**Q:** I deposit tantalum oxide and worry about stress in the layer. How hard must one press or pull on a crystal of Ta2O5 before its energy and its band gap take notice?

**A:** For the small crystal cell considered here, a volume change of a few percent takes a pressure of the order of 10 GPa. It costs some tens of meV per atom at most. The gap responds gently too: near the energy minimum it moves by only a few meV for each GPa. The five volumes below run from strong compression to strong tension, with a positive pressure meaning that the crystal is squeezed.

Ta2O5 in a 7-atom Pmmm cell, calculated with Ansatz 0.2.0 (r2SCAN, plane-wave PAW, scalar-relativistic, no spin polarisation, cutoff 500 eV, Gamma-centred 8×8×4 k mesh, Gaussian smearing of 0.02 eV). Cell shape and atoms are relaxed at each volume within the starting symmetry. Energies count from the minimum of a third-order Birch-Murnaghan fit.

```
volume per atom (Å³/atom)  energy over minimum (meV/atom)  pressure (GPa)  band gap on mesh (eV)
                   12.260                            35.1           15.22                  0.714
                   12.652                             8.3            6.97                  0.672
                   13.043                             0.0           -0.01                  0.642
                   13.434                             7.4           -5.90                  0.625
                   13.825                            28.0          -10.86                  0.623
```

**Q:** The third row seems to be the rest position. Why does the energy not rise equally on both sides of it?

**A:** Because the crystal gets stiffer as it is squeezed and softer as it is stretched. The outermost rows lie equally far from the minimum in volume, yet compression costs 35.1 meV per atom and expansion 28.0. The inner pair leans the same way, only less.

The reason is the usual one for an ionic and partly covalent solid. When filled electron shells are pushed into each other, their repulsion rises very steeply with shorter distance. The attraction between the ions changes more gently. Squeezing therefore runs into a wall, whereas stretching works against a pull that slackens.

**Q:** Can I see that stiffening in the pressures, without trusting the energies?

**A:** Yes. The stiffness against a change of volume is the bulk modulus, $B=-\mathrm{d}P/\mathrm{d}\ln V$, where $P$ is the pressure and $V$ the volume per atom. Dividing the pressure difference of neighbouring rows by their difference in $\ln V$ gives about 262 GPa for the most compressed step and 173 GPa for the most stretched one. It falls at each step in between as well. If you used the stiffness at the minimum for the whole range, you would thus be off by about a fifth at either end.

**Q:** Does the whole crystal swell evenly when the volume grows?

**A:** Far from it. Over the full scan the edges $a$ and $b$ grow by between 2 and 3 %, but $c$ grows by 7.4 %. The $c$ axis alone takes about 59 % of the volume change, counted in logarithms so that the three shares add up. "Expansion" here means chiefly that the crystal becomes longer along $c$.

Symmetry offers a plausible reason. In this cell only one pair of atoms is free to shift, and it can do so only along $c$. Along $a$ and $b$, the spacings between atoms have to follow the edges exactly. Along $c$ the free pair can share out the strain among the bonds, which should make that direction more yielding. To test this, one would have to stretch the cell with the pair held in place, and that calculation isn't at hand.

**Q:** Now the gap. I learned that atoms drawn apart have narrower bands, and narrower bands should leave a wider gap. Here the gap shrinks on expansion. What is wrong with my picture?

**A:** It holds one half of the physics. Formally, tantalum in this oxide has given away all its $5d$ electrons. The highest filled states of such an oxide are mostly oxygen $2p$, and the lowest empty ones mostly tantalum $5d$. That is standard chemistry for this class of compound; the make-up of the states in this particular cell was not resolved.

Where these two kinds of orbital overlap, they repel each other in energy. The filled combination is bonding and moves down, while the empty one is antibonding and moves up. Shorter bonds mean more overlap and a stronger push, hence a wider gap. States at the very top of the oxygen bands often take little part in this, but the gap still widens if the lowest empty state is pushed up. On expansion the push weakens and the levels drift back towards each other. In this simple picture, which leaves out how the electric potential of the ions changes with their distance, whether a gap opens or closes depends on which effect is larger, this weaker push or the narrower bands.

**Q:** And here the weaker push wins?

**A:** It may well, since the gap falls at every step of the expansion, but the sign alone doesn't prove it. The electric potential left out above should act in the same direction. It keeps electrons low in energy on oxygen and high on tantalum, and this separation weakens as the ions move apart. The size of the steps tells more. The first step, at the compressed end, takes away 42 meV, and the last one only 2 meV. The volume steps are equal, so something makes the gap lose its sensitivity almost completely.

**Q:** Couldn't the push simply fade as the atoms move apart? Then each further step would matter less.

**A:** It does fade, and we can estimate how fast. Take one filled and one empty level, a fixed energy $\varepsilon$ apart, coupled by an overlap energy $t$. If $t$ is small beside $\varepsilon$, each level is pushed away from the other by about $t^2/\varepsilon$. For $p$ and $d$ orbitals a common rule lets $t$ fall with the bond length $d$ as $d^{-7/2}$, so the push goes as $d^{-7}$. For a power law, the change per relative stretch fades in the same proportion as the push itself.

Now put in a stretch. Suppose the bonds lengthen as much as $c$ does, a generous choice for most bonds because $c$ grows most. From the middle of the first step to the middle of the last, $c$ grows by a factor of 1.055. The sensitivity of the gap should then drop to $1.055^{-7}\approx 0.69$ of its first value.

The calculated sensitivity, taken as gap change per change in $\ln V$, drops to about 5 % of its first value. The estimate therefore fails by more than a factor of ten. To rescue it, one would need an exponent above 50 in place of 7, which no orbital overlap has. Single bonds may stretch somewhat more or less than $c$, but hardly enough to close such a distance.

**Q:** So what does the failure teach us?

**A:** That one fading push is not enough. The weakening electric potential can't explain the levelling alone either, since it should fade more slowly still, roughly as one over the distance. The simplest way to get a slope that nearly vanishes is to have two larger contributions of opposite sign. At the compressed end the one that closes the gap on expansion is clearly ahead. At the stretched end the two almost balance. Neither contribution has to vanish for that; it is enough that one fades somewhat faster than the other.

This is an argument from sizes, because the two parts were not calculated separately. It also explains why the last row shouldn't be read as an event of its own. The steps shrink almost evenly, by 12, 13 and then 15 meV, so nothing in the crystal has to change suddenly there. If this went on, the gap would be expected to widen again at still larger volumes. A drop of 2 meV is simply what remains when two opposing trends come close to cancelling.

**Q:** Is the opposing part my band narrowing, then?

**A:** It is the obvious candidate, but its simplest form doesn't pass a test. The gap in the table is indirect: the highest filled and the lowest empty state belong to different electron waves. The direct gap, between states of the same wave, is also known for the first three rows. If all bands narrowed alike on expansion, the difference between the two gaps would have to shrink. It grows instead, from about 252 to 289 meV.

The same rows also rule out a rigid shift of all empty bands against all filled ones, which would change both gaps equally. Between the first row and the minimum the indirect gap falls by 72 meV, the direct one by only about 35. The shapes of the bands must therefore change as the crystal expands.

**Q:** Why should the two gaps respond so differently to the same expansion?

**A:** The lopsided strain may be the key. In the first three rows, the wave at the top of the filled bands changes sign from one cell to the next along all three axes. The wave at the bottom of the empty bands does so only along $a$. The two thus have different patterns of overlap along $b$ and, more to the point, along $c$, the very direction that stretches most. It is reasonable that they react unequally, though it would take a look at the orbitals in each state to confirm it.

**Q:** Could I at least say which edge moves? The empty states must come down if their antibonding push weakens.

**A:** The calculation does list both edges, and both come down by 1.7 to 1.8 eV over the scan. Taken alone, that fall tells you nothing. The energies of an infinite crystal are counted from an internal average potential, and this zero itself shifts with the volume. Only the difference between the edges can be trusted: the empty edge falls by 0.09 eV more than the filled one, which is just the loss of gap again. To say which edge moves relative to a metal contact, one would need a surface or an interface in the calculation.

**Q:** What should I take from this for a layer under stress?

**A:** In this model cell, the gap rises by about 3.7 meV per GPa of uniform pressure near the minimum; a real film may respond differently. Don't carry that slope far into tension: between the last two rows the pressure changes by about 5 GPa and the gap hardly at all. A layer clamped to a substrate is also strained differently, since it is held in two directions and free in the third. If your layer is crystalline and shares this softness along $c$, the orientation of its grains could matter too.

**Q:** My films have a gap of about 4 eV, and the table has 0.64 eV at the minimum. Is the method that bad?

**A:** The functional used here, r2SCAN, does tend to give gaps that are too small, but it shouldn't take all the blame. This is a small cell of high symmetry, and the atoms were not allowed to break that symmetry. In oxides of this kind, shifts of the metal atoms off their symmetric sites mix filled oxygen and empty metal states and widen the gap. More distorted models of Ta2O5 do have wider gaps. The gap was also sampled at a limited set of electron waves, so the true minimum for this cell could be lower still.

**Q:** Then which calculation would you do next?

**A:** I would let the atoms leave their symmetric positions at each of the five volumes. If the cell distorts, the gap will probably widen, and the amount of distortion may itself change with volume. That would add a further contribution to a balance that is already delicate at the stretched end. Whether the gap of a relaxed, distorted crystal still shrinks on expansion is the question that these five rows leave open.
